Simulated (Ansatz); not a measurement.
# Sn: energy change per atom and pressure against volume scale

Results calculated with Ansatz 0.2.0, not measured. Plane-wave DFT, scalar-relativistic PAW made under PBE with cores redone for the functional, no dispersion; the given relaxed cell is scaled uniformly, energy at zero smearing counts from the unscaled cell, pressure at the given Fermi-Dirac smearing is positive in compression.

The cell before it is scaled or strained (space group P6_3/mmc, No. 194):
```
cell vectors (Å)
   3.3424     0.0000     0.0000
  -1.6712     2.8946     0.0000
   0.0000     0.0000     5.5796
atoms (fractions of the cell vectors)
Sn  0.33333  0.66667  0.25000
Sn  0.66667  0.33333  0.75000
```

Settings of every row: spin polarised no; functional r2SCAN; wave cutoff 500 eV; smearing width 0.1 eV; k mesh 12x12x7.

Atom starting moment: 0 on all atoms.

Limits: the cell comes from a prototype or a list of computed structures and needn't be the stable phase.

```
row  volume scale  V (Å³/atom)  energy change per atom (meV)  pressure (GPa)
  1          0.88       23.752                          77.1            8.91
  2          0.92       24.832                             ?               ?
  3          0.96       25.911                          6.58            2.28
  4          1.04       28.071                           7.1           -1.82
  5          1.08        29.15                         24.88           -3.24
  6          1.12        30.23                         51.06           -4.37
```

Question: what energy change per atom and pressure should row 2 give?

Worked fit of energy change per atom. Take u = (V_r/V)^(2/3) − 1 with V_r = 28.071 Å³ an atom, which is twice the finite (Eulerian) strain; such expansions in the strain, on which the Birch-Murnaghan equation of state is built, carry the rest volume and the bulk modulus. The shown rows have u = 0.11782, 0.05483, 0, -0.02483, -0.0482. Least squares give energy change per atom = 6.505 − 490.793 × u + 9233.95 × u² meV; a straight line predicts inner rows, each left out in turn, worse (root mean square 31 against 1.3 meV). The rows lie off it by 0.24, -0.78, 0.59, 0.50, -0.55 (root mean square 0.56 meV). The withheld row has u = 0.08517, so the fit gives 6.505 − 490.793 × (0.08517) + 9233.95 × (0.08517)² = 31.69 meV.

The calculation gave 30.67 meV. The fit lies 1.02 meV (3.3 % of the value, 1.4 % of the column's range) above it; its largest miss of a shown row is 0.78 meV.

Worked fit of pressure. Take u = (V_r/V)^(2/3) − 1 with V_r = 28.071 Å³ an atom, which is twice the finite (Eulerian) strain; such expansions in the strain, on which the Birch-Murnaghan equation of state is built, carry the rest volume and the bulk modulus. The shown rows have u = 0.11782, 0.05483, 0, -0.02483, -0.0482. Least squares give pressure = −1.852 + 63.071 × u + 239 × u² GPa; a straight line predicts inner rows, each left out in turn, worse (root mean square 0.81 against 0.074 GPa). The rows lie off it by 0.01, -0.04, 0.03, 0.03, -0.03. The pressure vanishes at u = 0.0267, or V = 26.98 Å³ an atom, and there the bulk modulus at fixed shape and fractions is B = −V dP/dV = (2/3)(1 + u) dP/du = 51.9 GPa. Letting shape and atoms relax would as a rule lower it, by much in layered, chain or molecular crystals. The withheld row has u = 0.08517, so the fit gives −1.852 + 63.071 × (0.08517) + 239 × (0.08517)² = 5.25 GPa.

The calculation gave 5.2 GPa. The fit lies 0.05 GPa (0.38 % of the column's range) above it; its largest miss of a shown row is 0.04 GPa.
